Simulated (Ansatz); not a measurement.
# YIn3: the change of energy above lowest point with volume scale

All results are calculated (Ansatz 0.2.0). Free energy against uniform scaling of the volume at fixed shape and fractions; periodic cell, basis, potentials, k mesh and filling as listed.

The cell before it is scaled or strained (space group Pm-3m, No. 221):
```
cell vectors (Å)
   4.6000     0.0000     0.0000
   0.0000     4.6000     0.0000
   0.0000     0.0000     4.6000
atoms (fractions of the cell vectors)
Y   0.00000  0.00000  0.00000
In  0.00000  0.50000  0.50000
In  0.50000  0.00000  0.50000
In  0.50000  0.50000  0.00000
```

Settings of every row: functional LDA; dispersion none; potentials PAW; wave cutoff 500 eV; density cutoff 2000 eV; k mesh 5x5x5; k shift 0x0x0; occupations fermi dirac; smearing width 0.1 eV; spin none.

Limits: coarse k mesh, up to 40 meV an atom off.

```csv
row,volume scale,V (Å³/atom),energy above lowest point (meV/atom)
1,0.92,22.387,2.2
2,0.9467,23.037,0
3,0.9733,23.684,5.4
4,1,24.334,17
5,1.0267,24.984,34.1
6,1.0533,25.631,?
7,1.08,26.281,80.9
```

Question: what energy above lowest point should row 6 give?

Worked fit of energy above lowest point. Take u = (V_r/V)^(2/3) − 1 with V_r = 24.009 Å³ an atom, which is twice the finite (Eulerian) strain; such expansions in the strain, on which the Birch-Murnaghan equation of state is built, carry the rest volume and the bulk modulus. The shown rows have u = 0.04774, 0.02793, 0.00913, -0.00892, -0.02619, -0.0585. Least squares give energy above lowest point = 10.47 − 649.8 × u + 9753 × u² + 4787 × u³ meV/atom; a parabola predicts inner rows, each left out in turn, worse (root mean square 0.23 against 0.065 meV/atom). All shown rows lie on it to the printed digit. Its lowest point lies at u = 0.0325, or V = 22.88 Å³ an atom, and the curvature there gives the bulk modulus at fixed shape and fractions, B = (4/9)(1 + u)² E″(u)/V = 67.8 GPa. The withheld row has u = -0.04265, so the fit gives 10.47 − 649.8 × (-0.04265) + 9753 × (-0.04265)² + 4787 × (-0.04265)³ = 55.6 meV/atom.

The calculation gave 55.6 meV/atom. The fit meets it to the printed digit.
